**Where LDA and configuration-averaged Dirac-Fock fail for the ionisation energies of nickel ions**

The table holds ionisation energies of fifteen Ni species from spherical, scalar-relativistic, high-spin LDA (total-energy differences and highest eigenvalues) and from configuration-averaged Dirac-Fock, beside NIST values. The program tests the gap between −ε and IE as half the curvature of the energy, scaling as 1/⟨r⟩, a parallel-pair count for LDA less Dirac-Fock, and an unfitted intermediate-coupling shift for the p shells. The two-point mean of eigenvalues reproduces IE within 0.34 eV in seven ions, and gap × ⟨r⟩ averages 0.378 hartree bohr, with misfits at Ni2+ and at neutral Ni, which changes configuration. The fitted exchange per pair is 11.5 eV for 2p and 3.05 eV for 3p, against F²/5 of 11.1 and 3.81 eV. Term and spin-orbit shifts cut the 2p errors from 7–8 eV to 2–3 eV root-mean-square, but they worsen LDA in the 3p shell and leave Ni13+ about 5 eV low in both methods.

Calculated values. Nickel atom and ions in NIST's ground configurations, from Quantum ESPRESSO ld1.x 7.5 (spherical all-electron LDA-VWN5, scalar-relativistic, spin-polarised, open shells at highest spin, point nucleus). Ionisation energies are total-energy differences. The Dirac-Fock column is from a B-spline radial atomic code, version 1 (Dirac-Coulomb, Fermi nucleus, configuration average).

## The fit in Python

```python
# Table: ionisation energies (eV) of Ni ions: ld1.x scalar-relativistic high-spin LDA (Delta-SCF and -eps),
# configuration-averaged Dirac-Fock (DF), NIST. Tested: gap IE+eps as half the curvature ~ 1/<r>;
# parallel-pair count for LDA-DF; intermediate-coupling shift (no fit) for p-shell errors against NIST.
T = {
    'ion': ['Ni', 'Ni2+', 'Ni4+', 'Ni6+', 'Ni7+', 'Ni11+', 'Ni12+', 'Ni13+', 'Ni15+', 'Ni16+', 'Ni17+', 'Ni18+', 'Ni20+', 'Ni21+', 'Ni22+'],
    'Z': [28, 28, 28, 28, 28, 28, 28, 28, 28, 28, 28, 28, 28, 28, 28],
    'charge': [0, 2, 4, 6, 7, 11, 12, 13, 15, 16, 17, 18, 20, 21, 22],  # e
    'N': [28, 26, 24, 22, 21, 17, 16, 15, 13, 12, 11, 10, 8, 7, 6],
    'configuration': ['[Ar] 3d8 4s2', '[Ar] 3d8', '[Ar] 3d6', '[Ar] 3d4', '[Ar] 3d3', '[Ne] 3s2 3p5', '[Ne] 3s2 3p4', '[Ne] 3s2 3p3', '[Ne] 3s2 3p1', '[Ne] 3s2', '[Ne] 3s1', '[He] 2s2 2p6', '[He] 2s2 2p4', '[He] 2s2 2p3', '[He] 2s2 2p2'],
    'removed': ['4s', '3d', '3d', '3d', '3d', '3p', '3p', '3p', '3p', '3s', '3s', '2p', '2p', '2p', '2p'],
    'ionisation_energy': [7.26729, 36.3391, 76.9612, 134.474, 162.907, 352.355, 384.537, 427.044, 496.708, 570.041, 608.515, 1545.32, 1751.54, 1893.83, 2005.9],  # eV
    'minus_highest_eigenvalue': [5.6807, 27.632, 65.886, 120.84, 148.42, 336.35, 368.51, 409.83, 479.37, 554.19, 592.72, 1494.2, 1700.6, 1838.2, 1950.0],  # eV
    'highest_level_mean_radius': [2.8208, 0.98067, 0.85206, 0.75071, 0.71946, 0.66155, 0.65034, 0.63648, 0.61616, 0.61688, 0.60863, 0.21071, 0.20413, 0.19956, 0.19651],  # bohr
    'highest_level': ['4s down', '3d down', '3d down', '3d up', '3d up', '3p down', '3p down', '3p up', '3p up', '3s', '3s up', '2p', '2p down', '2p up', '2p up'],
    'nist': [7.639878, 35.187, 76.06, 132.0, 162.0, 351.6, 384.5, 429.3, 495.4, 571.07, 607.02, 1540.1, 1758.0, 1880.0, 2008.1],  # eV
    'nist_kind': ['measured', 'measured', 'semi-empirical', 'theory', 'theory', 'semi-empirical', 'semi-empirical', 'semi-empirical', 'semi-empirical', 'semi-empirical', 'semi-empirical', 'measured', 'semi-empirical', 'semi-empirical', 'semi-empirical'],
    'nist_unc': [1.7e-05, 0.019, 0.06, 2.0, 2.1, 0.3, 0.5, 0.8, 1.7, 0.12, 0.019, 0.5, 4.0, 5.0, 1.3],  # eV
    'error': [-0.373, 1.15, 0.901, 2.47, 0.907, 0.755, 0.0374, -2.26, 1.31, -1.03, 1.49, 5.22, -6.46, 13.8, -2.2],  # eV
    'ie_hf': [6.6408, 34.494, 78.085, 130.33, 159.36, 352.64, 386.86, 422.01, 495.07, 567.07, 606.63, 1545.4, 1766.5, 1881.4, 1999.2],  # eV
}
import numpy as np
from scipy.constants import physical_constants as pc
Ha = pc['Hartree energy in eV'][0]
A = lambda k: np.array(T[k], float)
ion = list(T['ion']); N = A('N').astype(int); sh = [s[:2] for s in T['highest_level']]
I, e, r = A('ionisation_energy'), A('minus_highest_eigenvalue'), A('highest_level_mean_radius')
ref, u, hf = A('nist'), A('nist_unc'), A('ie_hf')
ix = {s: i for i, s in enumerate(ion)}; gap = I - e; eL = I - ref; eH = hf - ref
rms = lambda x: float(np.sqrt(np.mean(np.square(x))))
m = np.array([s != 'Ni' for s in ion])  # Ni: 3d8 4s2 -> 3d9, not one-electron removal
c = np.mean((gap*r)[m])
print("ion shell | LDA-NIST eV,% | DF-NIST | unc | LDA-DF | gap eV | -eps/IE | gap*r Ha bohr | c/r misfit %")
for i, s in enumerate(ion):
    print(f"{s:5s} {sh[i]} {eL[i]:+6.2f} {100*eL[i]/ref[i]:+5.2f}% {eH[i]:+6.2f} {u[i]:4.2f} {I[i]-hf[i]:+6.2f} "
          f"{gap[i]:5.2f} {e[i]/I[i]:.3f} {gap[i]*r[i]/Ha:.3f} {100*(c/r[i]/gap[i]-1):+5.0f}")
print(f"mean |err| eV: LDA {np.mean(abs(eL)):.2f}, DF {np.mean(abs(eH)):.2f}; rounding of eps, DF: 0.05 eV (2p), 0.005 (3p)")
print("within uncertainty: LDA", [ion[i] for i in np.where(abs(eL) <= u)[0]], "DF", [ion[i] for i in np.where(abs(eH) <= u)[0]])
p = np.polyfit(np.log(r[m]), np.log(gap[m]), 1); k = np.exp(np.mean(np.log(gap[m]/I[m])))
print(f"no Ni: c={c/Ha:.3f} Ha bohr, rms ln misfit {rms(np.log(c/r/gap)[m]):.2f}; free exponent {p[0]:.2f}; "
      f"rival gap=k*IE k={k:.3f} rms ln {rms(np.log(k*I/gap)[m]):.2f}")
# -eps (eV) of the same spin level in the product ion; typed values are further outputs of the same runs
end = {'Ni4+': 88.37297, 'Ni6+': e[ix['Ni7+']], 'Ni11+': e[ix['Ni12+']], 'Ni13+': 444.452,
       'Ni18+': 1597.111, 'Ni21+': e[ix['Ni22+']], 'Ni22+': 2062.129}
tr = {s: (e[ix[s]] + v)/2 - I[ix[s]] for s, v in end.items()}
print("two-point mean - IE, eV:", ", ".join(f"{s} {v:+.2f}" for s, v in tr.items()))
print("curvature U, eV:", ", ".join(f"{s} {v-e[ix[s]]:.1f}" for s, v in end.items()))
# further DF outputs: F0, F2 (p3/2, eV), eps(p1/2), eps(p3/2) (Ha), IE shift by Breit+QED+recoil (eV)
P = {'2p': ('Ni18+', 117.2192, 55.61857, 57.35567, 56.6811, 1544.417-1545.412),
     '3p': ('Ni12+', 37.43321, 19.07444, 14.32389, 14.20423, 386.721-386.8642)}
for s, (n, F0, F2, a, b, q) in P.items():
    print(f"{n}: F0/2 {F0/2:.1f}, gap/(F0/2) {2*gap[ix[n]]/F0:.2f}, DF Koopmans-IE {(a+2*b)/3*Ha-hf[ix[n]]:+.2f}, "
          f"split {(a-b)*Ha:.2f}, zeta {2/3*(a-b)*Ha:.2f}, Breit+QED {q:+.2f} eV")
core = {'2p': 4, '3p': 12, '3d': 18}
def x(q, l):
    up = min(q, 2*l+1); dn = q - up
    return up*(up-1)/2 + dn*(dn-1)/2 - q*(q-1)/2*2*l/(4*l+1)
for s, l in (('2p', 1), ('3p', 1), ('3d', 2)):
    j = [i for i in range(len(ion)) if sh[i] == s]
    X = np.array([x(N[i]-core[s], l) - x(N[i]-core[s]-1, l) for i in j]); K, a = np.polyfit(X, (I-hf)[j], 1)
    print(f"{s}: dx {X.round(2)} K {K:.2f} a {a:+.2f} eV res {((I-hf)[j]-K*X-a).round(2)}", f"F2/5 {P[s][2]/5:.2f}" if s in P else "")
def low(q, f, z):  # lowest level of p^q below configuration average, f = F2/25
    if q in (0, 1, 5, 6): return {0: 0, 6: 0, 1: -z, 5: -z/2}[q]
    ev = lambda M: np.linalg.eigvalsh(np.array(M, float))[0]
    if q == 3: return ev([[-9*f, 0, z], [0, 0, z*5**.5/2], [z, z*5**.5/2, 6*f]])
    t = z if q == 2 else -z
    return min(ev([[-3*f-t, t*2**.5], [t*2**.5, 12*f]]), -3*f-t/2, ev([[-3*f+t/2, t/2**.5], [t/2**.5, 3*f]]))
R = {(sh[i], N[i]-core[sh[i]]): r[i] for i in range(len(ion)) if sh[i] in P}
R.update({('2p', 5): 0.2073071, ('2p', 1): 0.1936653, ('3p', 2): 0.6260965})  # further LDA outputs, bohr
def shift(s, q, sc, so):  # sc=1: F2 ~ 1/r, zeta ~ 1/r^3; sc=0: frozen
    n, F0, F2, a, b, _ = P[s]
    d = lambda q: low(q, F2/25*(r[ix[n]]/R.get((s, q), 1))**sc, so*2/3*(a-b)*Ha*(r[ix[n]]/R.get((s, q), 1))**(3*sc))
    return d(q-1) - d(q)
rows = [(ion[i], sh[i], N[i]-core[sh[i]], eL[i], eH[i]) for i in range(len(ion)) if sh[i] in P]
# omitted ions: Ni19+ from further outputs; Ni14+, Ni23+ errors from the audit of the runs
rows += [('Ni14+*', '3p', 2, -0.96, np.nan), ('Ni19+*', '2p', 5, 1648.611-1646, np.nan), ('Ni23+*', '2p', 1, -13.2, np.nan)]
print("ion | LDA err -> +spin-orbit frozen, scaled | DF err -> +term+s.o. frozen, scaled (eV); * not in table")
out = {'2p': [], '3p': []}
for n, s, q, a, b in rows:
    v = [a] + [a+shift(s, q, g, 1)-shift(s, q, g, 0) for g in (0, 1)] + [b] + [b+shift(s, q, g, 1) for g in (0, 1)]
    if '*' not in n: out[s].append(v)
    print(f"{n:6s} {s}{q} {v[0]:+6.2f} -> {v[1]:+5.2f} {v[2]:+5.2f} | {v[3]:+6.2f} -> {v[4]:+5.2f} {v[5]:+5.2f}")
S = {s: [rms(col) for col in np.array(v).T] for s, v in out.items()}
print("rms of the six columns, table rows: 2p", np.round(S['2p'], 2), "3p", np.round(S['3p'], 2))
print("step Ni20+ to Ni21+, eV: LDA %.0f DF %.0f NIST %.0f" % tuple(y[ix['Ni21+']]-y[ix['Ni20+']] for y in (I, hf, ref)))
assert (gap > 0).all() and -1.3 < p[0] < -0.8
assert max(abs(v) for v in tr.values()) < 0.5
assert S['2p'][1] < S['2p'][0] and S['2p'][4] < S['2p'][3]
```

Printed output:

```
ion shell | LDA-NIST eV,% | DF-NIST | unc | LDA-DF | gap eV | -eps/IE | gap*r Ha bohr | c/r misfit %
Ni    4s  -0.37 -4.88%  -1.00 0.00  +0.63  1.59 0.782 0.164  +130
Ni2+  3d  +1.15 +3.27%  -0.69 0.02  +1.85  8.71 0.760 0.314   +20
Ni4+  3d  +0.90 +1.18%  +2.02 0.06  -1.12 11.08 0.856 0.347    +9
Ni6+  3d  +2.47 +1.87%  -1.67 2.00  +4.14 13.63 0.899 0.376    +0
Ni7+  3d  +0.91 +0.56%  -2.64 2.10  +3.55 14.49 0.911 0.383    -1
Ni11+ 3p  +0.75 +0.21%  +1.04 0.30  -0.28 16.00 0.955 0.389    -3
Ni12+ 3p  +0.04 +0.01%  +2.36 0.50  -2.32 16.03 0.958 0.383    -1
Ni13+ 3p  -2.26 -0.53%  -7.29 0.80  +5.03 17.21 0.960 0.403    -6
Ni15+ 3p  +1.31 +0.26%  -0.33 1.70  +1.64 17.34 0.965 0.393    -4
Ni16+ 3s  -1.03 -0.18%  -4.00 0.12  +2.97 15.85 0.972 0.359    +5
Ni17+ 3s  +1.50 +0.25%  -0.39 0.02  +1.88 15.79 0.974 0.353    +7
Ni18+ 2p  +5.22 +0.34%  +5.30 0.50  -0.08 51.12 0.967 0.396    -5
Ni20+ 2p  -6.46 -0.37%  +8.50 4.00 -14.96 50.94 0.971 0.382    -1
Ni21+ 2p +13.83 +0.74%  +1.40 5.00 +12.43 55.63 0.971 0.408    -7
Ni22+ 2p  -2.20 -0.11%  -8.90 1.30  +6.70 55.90 0.972 0.404    -6
mean |err| eV: LDA 2.69, DF 3.17; rounding of eps, DF: 0.05 eV (2p), 0.005 (3p)
within uncertainty: LDA ['Ni7+', 'Ni12+', 'Ni15+'] DF ['Ni6+', 'Ni15+', 'Ni21+']
no Ni: c=0.378 Ha bohr, rms ln misfit 0.07; free exponent -1.07; rival gap=k*IE k=0.049 rms ln 0.68
two-point mean - IE, eV: Ni4+ +0.17, Ni6+ +0.16, Ni11+ +0.07, Ni13+ +0.10, Ni18+ +0.34, Ni21+ +0.27, Ni22+ +0.16
curvature U, eV: Ni4+ 22.5, Ni6+ 27.6, Ni11+ 32.2, Ni13+ 34.6, Ni18+ 102.9, Ni21+ 111.8, Ni22+ 112.1
Ni18+: F0/2 58.6, gap/(F0/2) 0.87, DF Koopmans-IE +3.09, split 18.36, zeta 12.24, Breit+QED -1.00 eV
Ni12+: F0/2 18.7, gap/(F0/2) 0.86, DF Koopmans-IE +0.74, split 3.26, zeta 2.17, Breit+QED -0.14 eV
2p: dx [ 0.  -1.2  1.2  0.6] K 11.52 a -0.70 eV res [ 0.62 -0.44 -0.68  0.5 ] F2/5 11.12
3p: dx [-0.6 -1.2  1.2  0. ] K 3.05 a +1.47 eV res [ 0.07 -0.14 -0.1   0.16] F2/5 3.81
3d: dx [-1.11 -2.22  1.67  1.11] K 1.23 a +2.27 eV res [ 0.94 -0.66 -0.19 -0.1 ] 
ion | LDA err -> +spin-orbit frozen, scaled | DF err -> +term+s.o. frozen, scaled (eV); * not in table
Ni11+  3p5  +0.75 -> +0.37 +0.31 |  +1.04 -> -1.64 -1.69
Ni12+  3p4  +0.04 -> +1.09 +1.04 |  +2.36 -> -1.17 -1.37
Ni13+  3p3  -2.26 -> -4.66 -5.00 |  -7.29 -> -5.12 -5.39
Ni15+  3p1  +1.31 -> +3.48 +3.86 |  -0.33 -> +1.84 +2.22
Ni18+  2p6  +5.22 -> -0.90 -1.20 |  +5.30 -> -0.82 -1.12
Ni20+  2p4  -6.46 -> -1.92 -2.43 |  +8.50 -> -0.31 -1.72
Ni21+  2p3 +13.83 -> +0.64 -2.59 |  +1.40 -> +1.56 -1.03
Ni22+  2p2  -2.20 -> +3.62 +4.89 |  -8.90 -> +3.60 +5.35
Ni14+* 3p2  -0.96 -> -0.30 -0.30 |   +nan ->  +nan  +nan
Ni19+* 2p5  +2.61 -> -0.68 -1.43 |   +nan ->  +nan  +nan
Ni23+* 2p1 -13.20 -> -0.96 +2.56 |   +nan ->  +nan  +nan
rms of the six columns, table rows: 2p [8.14 2.12 3.08 6.74 2.01 2.91] 3p [1.36 2.96 3.2  3.87 2.9  3.11]
step Ni20+ to Ni21+, eV: LDA 142 DF 115 NIST 122
```
